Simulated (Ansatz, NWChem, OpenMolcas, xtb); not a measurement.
**Ligand exchange: GaH(CH3)2 + InH2(NH2) → GaH(CH3)(NH2) + InH2(CH3)**

Gas-phase species: GaH(CH3)2, singlet; InH2(NH2), singlet; GaH(CH3)(NH2), singlet; InH2(CH3), singlet. The partners trade CH3 for NH2: Ga–CH3 and In–NH2 bonds give way to Ga–NH2 and In–CH3.

Shapes, held fixed at every level: PBE0-D4/def2-TZVP. Programs: Ansatz 0.2.0, NWChem 7.3.0, OpenMolcas 26.06, xtb 6.7.1. A level may come from different programs for different species; with the same settings they agree closely. Electronic energies: no zero-point or thermal term.

**Question.** Estimate ΔE of this reaction.

**Answer.** The highest level, CCSD(T)/def2-TZVPP, gives ΔE = -24.3 kJ/mol; the levels span -44.6 to -20.7. The column of differences is taken from that level and isn't an error. No measured value is set beside it here. For atoms past krypton def2 sets carry core potentials with scalar relativity. Relativity is left out for Ga. Outer-core shells of Ga, In are correlated, in sets that cover them unevenly.

```
                level                    kind  ΔE (kJ/mol)  less CCSD(T)/def2-TZVPP
             GFN2-xTB          semi-empirical        -44.6                    -20.3
          HF/def2-SVP            Hartree–Fock        -31.4                     -7.1
    PBE-D4/def2-TZVPP                     GGA        -20.7                     +3.6
  B3LYP-D4/def2-TZVPP           global hybrid        -22.5                     +1.8
r2SCAN0-D4/def2-TZVPP           global hybrid        -23.8                     +0.5
   wB97X-V/def2-TZVPP  range-separated hybrid        -22.3                     +2.0
     CCSD(T)/def2-SVP   coupled cluster or CI        -29.8                     -5.5
   CCSD(T)/def2-TZVPP   coupled cluster or CI        -24.3                      0.0
```

Every level puts the amide on gallium and the methyl group on indium. The exchange is favourable because moving from indium to gallium strengthens the bond to nitrogen more than the bond to carbon. The two metals differ little in electronegativity, so the preference probably stems from gallium's smaller size: a shorter, polar Ga–N bond gains more electrostatic attraction, and the nitrogen lone pair can overlap better with the metal's empty p orbital. Methyl has no such lone pair to donate.

Because the numbers and broad types of bonds are conserved, much of the correlation energy should cancel. In the small basis, Hartree–Fock (-31.4 kJ/mol) indeed lies close to CCSD(T) (-29.8), whereas enlarging the basis brings CCSD(T) to -24.3. Most of the Hartree–Fock row's offset from the highest level therefore appears to reflect the basis rather than missing correlation. That basis shift exceeds the spread among the density functionals, so their closeness to the highest level doesn't establish an order of accuracy.
